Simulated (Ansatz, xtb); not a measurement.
# Ligand exchange: H2S + AlH2(SH) → H2S2 + AlH3

Gas-phase species: H2S (hydrogen sulfide) `S`, singlet; AlH2(SH), singlet; H2S2 `SS`, singlet; AlH3 `[AlH3]`, singlet. The partners trade H for SH: S–H and Al–SH bonds give way to S–SH and Al–H.

Shapes, held fixed at every level: PBE0-D4/def2-TZVP. Flexible molecules stand in one conformer, not always the lowest. Programs: Ansatz 0.2.0, xtb 6.7.1. The zero-point and thermal change to 298 K, harmonic and unscaled (PBE0-D4/def2-TZVP), is -3.5 kJ/mol.

**Question.** Estimate ΔH(298 K) of this reaction.

**Answer.** The highest level, CCSD(T)/CBS estimate, gives ΔH(298 K) = +167.0 kJ/mol; the levels span -42.0 to +189.2. They disagree on the sign: 8 of 9 are positive. GFN0-xTB strays far from the other rows. The column of differences is taken from that level and isn't an error. No measured value is set beside it here. The CBS estimate extrapolates MP2 from def2-TZVPP and def2-QZVPP and adds CCSD(T) − MP2 in the triple-zeta set, cores frozen.

```tsv
level	kind	ΔH(298 K) (kJ/mol)	less CCSD(T)/CBS estimate
GFN0-xTB	semi-empirical	-42.0	-209.0
HF/def2-TZVPP	Hartree–Fock	+166.5	-0.5
PBE-D4/def2-TZVPP	GGA	+156.6	-10.4
B3LYP-D4/def2-TZVPP	global hybrid	+158.3	-8.7
wB97X-V/def2-TZVPP	range-separated hybrid	+161.5	-5.5
MP2/def2-SVP	perturbation theory	+189.2	+22.2
MP2/def2-TZVPP	perturbation theory	+173.7	+6.7
CCSD(T)/def2-TZVPP	coupled cluster or CI	+170.8	+3.8
CCSD(T)/CBS estimate	coupled cluster or CI	+167.0	0.0
```

The exchange is strongly endothermic at every level except GFN0-xTB, whose exothermic value probably reflects a poor balance between the polar Al–S bond and the homonuclear S–S bond. The cost follows from what is traded. In AlH2(SH), electropositive aluminium is bound to the more electronegative sulfur, and a sulfur lone pair can donate into the empty 3p orbital on aluminium. The products replace this with a weak S–S bond, burdened by repulsion between adjacent lone pairs, and an Al–H bond that doesn't make up the loss. The reaction is also a redox step: sulfur is oxidised from sulfide to disulfide, while a protic hydrogen of H2S becomes hydridic on aluminium.

Hartree–Fock's near-coincidence with the best estimate doesn't make correlation unimportant, since its contributions can cancel across the reaction. For MP2, enlarging the basis from def2-SVP to def2-TZVPP lowers the enthalpy markedly, so the small-basis value exaggerates the cost. The result applies to monomeric AlH3 and AlH2(SH), and association through bridging hydrogen or sulfur could shift the balance.
